Band energies of fcc iridium (Fm-3m, measured cell from COD, a = 3.839 Å) relative to the Fermi energy, computed with Ansatz 0.2.0 using all-electron LAPW, PBEsol, scalar-relativistic, without spin polarization, 15×15×15 k mesh, Fermi-Dirac smearing 0.05 eV. At each k-point, bands are counted down (−) and up (+) from the Fermi energy; k refers to the one-atom cell.

```
k-point  k in reciprocal vectors  band -4 (eV)  band -3 (eV)  band -2 (eV)  band -1 (eV)  band +1 (eV)  band +2 (eV)  band +3 (eV)
  GAMMA                    0 0 0         -3.96         -3.96         -1.24         -1.24         13.51           n/a           n/a
      X                0.5 0 0.5        -49.70        -49.70         -8.00         -7.42          0.84          1.44          1.44
      U         0.625 0.25 0.625         -7.03         -6.07         -2.97         -0.94          0.56          6.15          7.63
      K         0.375 0.375 0.75         -7.03         -6.07         -2.97         -0.94          0.56          6.15          7.63
      L              0.5 0.5 0.5         -8.19         -4.06         -4.06         -0.88          0.86          0.86          7.20
      W            0.5 0.25 0.75         -6.34         -4.95         -4.95         -1.87          1.44          8.05          8.94
```

**Q:** Can I follow one band by reading down a column?

**A:** No. The columns count levels away from the Fermi energy, and the number of filled bands changes from point to point. Six valence bands are filled at GAMMA, two at X and four at every other point listed. So band −1 at GAMMA and band −1 at X are different bands. At X the count even runs out of filled valence levels: the −49.70 eV entries are 5p core-like states, far below the metal's valence bands.

**Q:** Then where is the gap?

**A:** There is none, and counting electrons shows why. Iridium brings nine valence electrons per atom, and a band holds two, one of each spin. That fills 4.5 bands on average, so at least one band must be left partly filled. The calculation shows strong overlap: the third valence band lies 0.84 eV above the Fermi energy at X, while the sixth dips to at least 1.40 eV below it elsewhere. The distance between bands −1 and +1 at a single point is therefore not a band gap.

**Q:** At X some d levels lie near −8 eV and others above the Fermi energy. They belong to the same shell of the same atom, so what separates them?

**A:** The neighbours do, through the sign with which the electron wave reaches them. Each atom in this lattice has twelve nearest neighbours. At X the wave keeps its sign within a layer of atoms and reverses it from one layer to the next. Call the direction across the layers z. Four neighbours then have the same sign as the central atom, and eight have the opposite sign.

The xy orbital points its lobes at the four neighbours in its own layer. The lobes meet head-on with equal sign, which is bonding, and the level lies low, at −7.42 eV. The xz and yz orbitals point at neighbours in the adjacent layers, where the sign is reversed. They are antibonding and form the pair at 1.44 eV, the top of the d levels in the table. These orbital names come from symmetry and energy order, since the table doesn't list orbital character.

**Q:** W also has a level at 1.44 eV. Is that a coincidence?

**A:** Not entirely, because geometry keeps the two levels close. To go from X to W, let the phase of the wave also advance along y. The xz orbital points at four neighbours that are not displaced along y, so they still carry the reversed sign. The other eight neighbours form two groups of four with opposite signs, and their contributions cancel whatever the phase along y.

With nearest neighbours alone, the xz level therefore keeps its energy all the way from X to W. Its partner yz has no such protection and moves away, which is why 1.44 eV appears twice at X but once at W. The calculation itself has no restriction to nearest neighbours. The argument therefore explains why the two values are close, while their agreement to the last printed digit is better than it can promise.

**Q:** Can you predict a level with a number, not just a sign?

**A:** Yes, if we write down how strongly neighbouring d orbitals couple. Let σ stand for head-on coupling, π for sideways coupling and δ for the weak face-to-face kind. Adding the twelve neighbours with their signs gives these energies, measured from a common d centre:

- GAMMA, triplet (xy, xz, yz): 3σ + 4π + 5δ
- GAMMA, pair (x²−y², 3z²−r²): 1.5σ + 6π + 4.5δ
- X, xy: 3σ − 4π − 3δ
- X, x²−y²: −1.5σ + 2π − 4.5δ

Subtract the first line from the second, and the third from the fourth. The result at X is exactly three times the result at GAMMA, whatever the values of σ, π and δ. At GAMMA the pair lies at −1.24 eV and the triplet at −3.96 eV, a splitting of 2.72 eV. (The table has room for only two of the triplet's three levels.) Three times that is 8.16 eV.

Starting from the xy level at X, the rule puts x²−y² at −7.42 + 8.16 = 0.74 eV. The calculated level is 0.84 eV, a miss of 0.10 eV on a separation of more than 8 eV. This level was not used to set the model's constants. The comparison does rest on taking the level at −7.42 eV, and not the one at −8.00 eV, as xy; with the other choice the miss would be 0.68 eV.

The full model has four constants: the d centre and the three couplings. They were solved from both levels at GAMMA and from the xy level and the upper pair at X. The model then reproduces both pairs at L to within a few hundredths of an electronvolt, and it misses the top d level at K by 0.16 eV. The output printed after this text lists the constants and the comparisons.

**Q:** Does it work for every level?

**A:** No, and L shows the failure most clearly. Set aside the single level at −0.88 eV there, which is expected to be mostly p-like and so lies outside a d-only model. The two pairs fit, but the lowest level, at −8.19 eV, lies about 4 eV below the model's value. The lowest level at X and the four lowest at W also lie below their predictions, by roughly one to two and a half electronvolts.

What these levels share is symmetry. Each may mix with an s or p state, and the model contains only d orbitals. When two states mix, the lower one is pushed down and the upper one up. At these points the s and p partners are expected to lie above the d levels, so the d levels move down. The levels that fit well at X, L and W are barred from mixing with s and p. The xz level at W, for instance, changes sign on reflection in two mirror planes, x → −x and z → −z. An s orbital changes sign in neither, and a p orbital in one at most.

Hydrogen fluoride shows the same selection in a molecule. The fluorine 2p orbital along the bond mixes with hydrogen 1s and is lowered, while the two perpendicular ones cannot mix with it and remain lone pairs. The comparison covers only who may mix with whom. In the metal, the permission changes with the direction and wavelength of the electron wave, and the d orbitals also couple to one another.

That mixing causes the large misses is an argument from symmetry, not a measured composition. Couplings to more distant atoms are also absent from the model and may contribute. They are unlikely to be the main cause, because at L they would have to shift one level by about 4 eV and leave both pairs almost untouched.

**Q:** What should I expect if I replace iridium by platinum, its neighbour with the same lattice?

**A:** Use the same two steps. First ask whether an orbital's lobes meet neighbours of equal or opposite sign, then ask whether symmetry lets it mix with s or p. Those answers depend on the lattice and not on the element, so the pattern should be similar, although the coupling strengths will differ. Platinum has one more electron, which fills some of the d states that are empty here. The table has no platinum values to test this.

**Q:** Which digits would you trust for real iridium?

**A:** Not the second decimal, and often not the first. The calculation leaves out spin-orbit coupling, the link between an electron's spin and its orbital motion, which is strong in an atom this heavy. In 5d metals it typically shifts or splits levels by several tenths of an electronvolt or more. It would split the triplet at GAMMA and the pairs at X and L.

It would also spoil the match at 1.44 eV. At X the xz and yz orbitals have the same energy, so spin-orbit coupling can combine them into two separate levels. At W the xz level stands alone and responds more weakly. The match is thus a sound result of this calculation and a clue to its mechanism, but it is not a prediction for a measured spectrum.

The cell matters less. At this level of theory the crystal would prefer to be slightly smaller, and shrinking it would widen the spread of the d levels by only about a tenth of an electronvolt, by a rough estimate.

Even with spin-orbit coupling and a relaxed cell, the levels of such a density-functional calculation would only approximate the energies needed to remove or add an electron.

For practical use, trust the metallic character and the broad order of the d levels. Don't read the fine shape of the Fermi surface from this table. The level at 0.56 eV at K, for example, is about as far from the Fermi energy as spin-orbit coupling might move it.

Printed output of the fit:

```
GAMMA, pair above triplet, eV: 2.72
Three times this splitting, eV: 8.16
X, level at 0.84 above level at -7.42, eV: 8.26
X, level at 0.84 above level at -8.00, eV: 8.84
Model, d centre from Fermi energy, eV: -2.125
Model, sigma hopping, eV: -1.176
Model, pi hopping, eV: 0.4687
Model, delta hopping, eV: -0.03625
L lower pair predicted, eV: -4.09
L upper pair predicted, eV: 0.8505
K top d level predicted, eV: 0.7217
K top d level, prediction less value, eV: 0.1617
Top d level at W less that at X, eV: 0
X lowest valence level, value less d-only model, eV: -2.42
L lowest level, value less d-only model, eV: -4.045
W lowest level, value less d-only model, eV: -2.34
W pair, value less d-only model, eV: -1.96
W level at -1.87, value less d-only model, eV: -1.03
GAMMA valence bottom from Fermi energy, eV: -11.23
Third valence band, highest mesh energy from Fermi energy, eV: 0.8112
Sixth valence band, lowest mesh energy from Fermi energy, eV: -1.397
Rough growth of d spread if cell relaxed, hopping as distance to power -5, eV: 0.1192
Valence bands filled on average: 4.5
```
